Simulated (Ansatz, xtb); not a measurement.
**From Si to Sn: the atomisation energy (no zero-point term)**

Gas-phase molecules, one atom swapped for its congeners: Si(OH)2; Ge(OH)2; Sn(OH)2. All are singlets with charge 0.

Shapes, held fixed at every level: PBE0-D4/def2-TZVP. Flexible molecules stand in one conformer, not always the lowest. Programs: Ansatz 0.2.0, xtb 6.7.1. Values in eV.

```json
{"level": "GFN0-xTB", "Si(OH)2": "19.50", "Ge(OH)2": "21.80", "Sn(OH)2": "21.30"}
{"level": "HF/def2-SVP", "Si(OH)2": "12.94", "Ge(OH)2": "11.34", "Sn(OH)2": "10.25"}
{"level": "PBE-D4/def2-TZVPP", "Si(OH)2": "20.34", "Ge(OH)2": "18.88", "Sn(OH)2": "18.09"}
{"level": "BHLYP-D4/def2-TZVPP", "Si(OH)2": "18.91", "Ge(OH)2": "17.20", "Sn(OH)2": "16.35"}
{"level": "r2SCAN0-D4/def2-TZVPP", "Si(OH)2": "19.30", "Ge(OH)2": "17.67", "Sn(OH)2": "16.80"}
{"level": "wB97M-V/def2-TZVPP", "Si(OH)2": "20.18", "Ge(OH)2": "18.40", "Sn(OH)2": "17.53"}
{"level": "CCSD(T)/def2-SVP", "Si(OH)2": "18.08", "Ge(OH)2": "16.67", "Sn(OH)2": "15.61"}
{"level": "CCSD(T)/def2-TZVPP", "Si(OH)2": "19.42", "Ge(OH)2": "17.88", "Sn(OH)2": "17.03"}
```

At CCSD(T)/def2-TZVPP the atomisation energy falls at every step, from 19.42 to 17.03 eV. 7 of 8 levels show this order throughout; 7 agree on the largest and the smallest. For atoms past krypton def2 sets carry core potentials with scalar relativity. Relativity is left out for Ge. Outer-core shells of Ge, Sn are correlated in most correlated rows, in sets that cover them unevenly. GFN0-xTB strays far from the other rows. xTB rows lack spin polarisation. Spin-orbit coupling, which grows down the group, is left out (summed over each molecule's free atoms 0.04, 0.14, 0.33 eV). Coupled cluster in double- or triple-zeta sets underbinds by a few per cent against its basis-set limit.

Atomisation gets easier from Si(OH)2 to Sn(OH)2, with the larger drop between Si and Ge at every level except GFN0-xTB, which puts Ge highest and Si lowest. Since each molecule also contains two similar O–H bonds, the trend mainly reflects the bonds from oxygen to the group 14 atom. Down the group the valence p orbitals become larger and more diffuse, so they overlap less well with compact oxygen 2p orbitals, and the longer bonds gain less electrostatic attraction. The smaller second step fits the filled 3d shell of Ge, which screens poorly and makes Ge more electronegative than its position suggests, reducing the polarity of its bonds to oxygen.

Hartree–Fock already gives the decline. In the same basis, correlation adds a large but nearly uniform amount of binding, from 12.94 to 18.08 eV for Si, so it sets the magnitude far more than the order. Weaker total binding doesn't contradict the growing preference for the divalent state down the group, which depends on the energy balance with tetravalent compounds.
